## The question

Why does restricted Hartree–Fock (RHF) fail more and more as one C–H bond is pulled apart, and why does its unrestricted form (UHF) break spin symmetry before that bond has begun to give way? The molecule is phosphinine, a benzene ring with one CH replaced by phosphorus, and the bond is the C–H next to phosphorus. The ring stays rigid. CASSCF here treats two electrons in two orbitals, which follow the breaking bond.

RHF, broken-symmetry UHF and CASSCF (two electrons in two orbitals) calculations with PySCF 2.14.0 and the 6-31G(d) basis, for neutral singlet phosphinine in the gas phase. The C–H bond next to phosphorus is stretched with the rest of the GFN2-xTB geometry held fixed. Spin squared is for UHF; the occupation is that of a CASSCF natural orbital.

| bond length (Å) | CASSCF energy over its lowest point (eV) | RHF energy over CASSCF (eV) | UHF energy under RHF (eV) | spin squared | first weak orbital occupation |
| --- | --- | --- | --- | --- | --- |
| 0.980 | 0.279 | 0.357 | 0.198 | 0.678 | 0.011 |
| 1.070 | 0.000 | 0.418 | 0.198 | 0.678 | 0.016 |
| 1.180 | 0.086 | 0.500 | 0.200 | 0.681 | 0.023 |
| 1.280 | 0.386 | 0.583 | 0.202 | 0.686 | 0.032 |
| 1.440 | 1.052 | 0.736 | 0.211 | 0.705 | 0.052 |
| 1.660 | 2.015 | 0.994 | 0.301 | 0.949 | 0.096 |
| 1.930 | 3.002 | 1.403 | 0.917 | 1.429 | 0.185 |
| 2.350 | 3.955 | 2.241 | 2.315 | 1.719 | 0.399 |
| 3.000 | 4.450 | 3.697 | 4.153 | 1.820 | 0.729 |

## Two configurations for one bond

RHF puts both electrons into the bonding orbital. Multiplied out, this product contains ionic terms, with both electrons on carbon or both on hydrogen, and it keeps them however long the bond becomes. CASSCF adds a second configuration with both electrons in the antibonding orbital. Entering with opposite sign, it cancels part of the ionic terms.

Let $n$ be the first weak orbital occupation. The amplitude of the second configuration relative to the first is then

$$t=\sqrt{\frac{n}{2-n}} .$$

If $E_1$ and $E_2$ are the energies of the two configurations and $K$ is their coupling, the two-state equations give

$$E_1-E=Kt,\qquad \frac{E_2-E_1}{K}=\frac{1}{t}-t .$$

The first equation says how much energy the mixing gains. The second says what the double excitation costs, measured in units of the coupling.

## From 1.07 to 3.00 Å

At 1.07 Å the double excitation costs about 11 times the coupling, so the weak orbital holds only 0.016 electrons. At 3.00 Å the cost is down to about 0.6 times the coupling, and the occupation is 0.729. The reason is the shrinking overlap between carbon and hydrogen, which brings the bonding and antibonding levels together. The coupling reflects how much more the two electrons repel when crowded onto one end than when kept on separate ends. Its effective value, found below, changes far less.

Taking $E_1$ as the RHF energy, one constant $K$ was fitted to all nine rows and came out at 4.7 eV. For 1.93 Å, one of the fitted rows, $n=0.185$ gives $t=\sqrt{0.185/1.815}=0.32$. The estimate is $4.7\times0.32\approx1.5$ eV, against 1.40 eV in the table.

With one fixed set of orbitals the equation is built into a two-configuration wavefunction. RHF and CASSCF each optimise their own orbitals, so $K$ is an effective coupling here. The real finding is that it hardly changes: row by row it stays between 4.4 and 4.9 eV. This is not a general law. In fixed orbitals the coupling would be expected to grow as the ends move apart, because the repulsion between them falls. RHF probably offsets much of this by reshaping its orbitals to lower its own energy. A constant plus a term proportional to $n$ fits about equally well, but needs two parameters. The printed output after this text gives both fits and the row-by-row comparison.

## Why UHF is broken from the start

UHF lets spin-up and spin-down electrons occupy different orbitals. A pure singlet has a spin squared of zero, yet UHF gives 0.678 at 1.07 Å and lies 0.198 eV under RHF. Both values barely move between 0.98 and 1.28 Å, so they do not come from the C–H bond breaking. The likely source is alternating spin in the ring's π electrons, a familiar UHF artefact in aromatic rings, though no spin density was examined here. It is no evidence that the molecule is a diradical.

## When the bond joins in

Stretched H₂ in a minimal basis shows what the bond adds. Let UHF mix a fraction $x$ of the antibonding orbital into the two spin orbitals, with opposite signs. For two equal sites with repulsion only on each site, the energy changes by

$$x(E_2-E_1)-4Kx(1-x).$$

For small $x$ this is negative once the cost falls below four times the coupling. That is the Coulson–Fischer point, where UHF first drops under RHF in H₂.

In phosphinine this condition is met near 1.7 Å. The table shows the bond's contribution slightly earlier, since at 1.66 Å the UHF gain has already risen to 0.301 eV. The model also gives too small a gain at longer distances, by up to 0.5 eV. H₂ has equal ends and no other electrons, whereas here the ends differ and a whole ring can respond.

## The far end of the scan

At 3.00 Å spin squared reaches 1.820. Two separated opposite spins in one determinant contribute about 1, and the ring's earlier 0.678 accounts for most of the rest if the two simply add. This UHF state is therefore far from a pure singlet.

In the last two rows UHF even lies below CASSCF, by $4.153-3.697=0.456$ eV at 3.00 Å. CASSCF lets only the bond pair correlate and keeps all other electrons paired, while UHF lets every orbital adapt to its spin. Part of the difference is probably the ring's own spin breaking, which already lowers UHF by 0.198 eV at 1.07 Å. The rest may come from the ring electrons responding to the unpaired electron left on carbon.

The CASSCF rise of 4.450 eV at 3.00 Å is not a bond dissociation energy. The ring has not relaxed, and the weak occupation is still short of the value 1 that marks two separate radicals.

Printed output of the fit:

```
fit of rhf_above_casscf on 9 rows: coefficient of mix 4.699 +/- 0.073; rms 0.0705, worst 3.0 -0.138, leave-one-out rms 0.12
fit of rhf_above_casscf on 9 rows: constant 0.4371 +/- 0.04, coefficient of first_weak_orbital_occupation 4.533 +/- 0.14; rms 0.0843, worst 0.98 0.13, leave-one-out rms 0.116
Pair model and UHF:
   row   K eV  cost over K  UHF minus CASSCF eV  extra UHF gain eV  model gain eV  extra spin squared  model spin squared
  0.98  4.801        13.37                0.159                  0              0                   0                   0
  1.07  4.655        11.05                 0.22                  0              0                   0                   0
  1.18  4.636        9.163                  0.3              0.002              0               0.003                   0
  1.28  4.572        7.715                0.381              0.004              0               0.008                   0
  1.44  4.505        5.957                0.525              0.013              0               0.027                   0
  1.66  4.427        4.229                0.693              0.103              0               0.271                   0
  1.93  4.395        2.813                0.486              0.719         0.4138               0.751              0.5055
  2.35  4.489        1.504               -0.074              2.117           1.83               1.041              0.8586
   3.0  4.882       0.5631               -0.456              3.955          3.469               1.142              0.9802
smallest coupling K over the rows (eV): 4.395
largest coupling K over the rows (eV): 4.882
growth of the RHF error from 1.07 to 3.00 angstrom (eV): 3.279
RHF rise from 1.07 to 3.00 angstrom (eV): 7.729
UHF rise from 1.07 to 3.00 angstrom (eV): 3.774
bond length where the model pair starts to break spin symmetry (angstrom): 1.704
largest miss of the model UHF gain (eV): 0.4859
largest miss of the model spin squared: 0.271
CASSCF rise from 2.35 to 3.00 angstrom (eV): 0.495
```
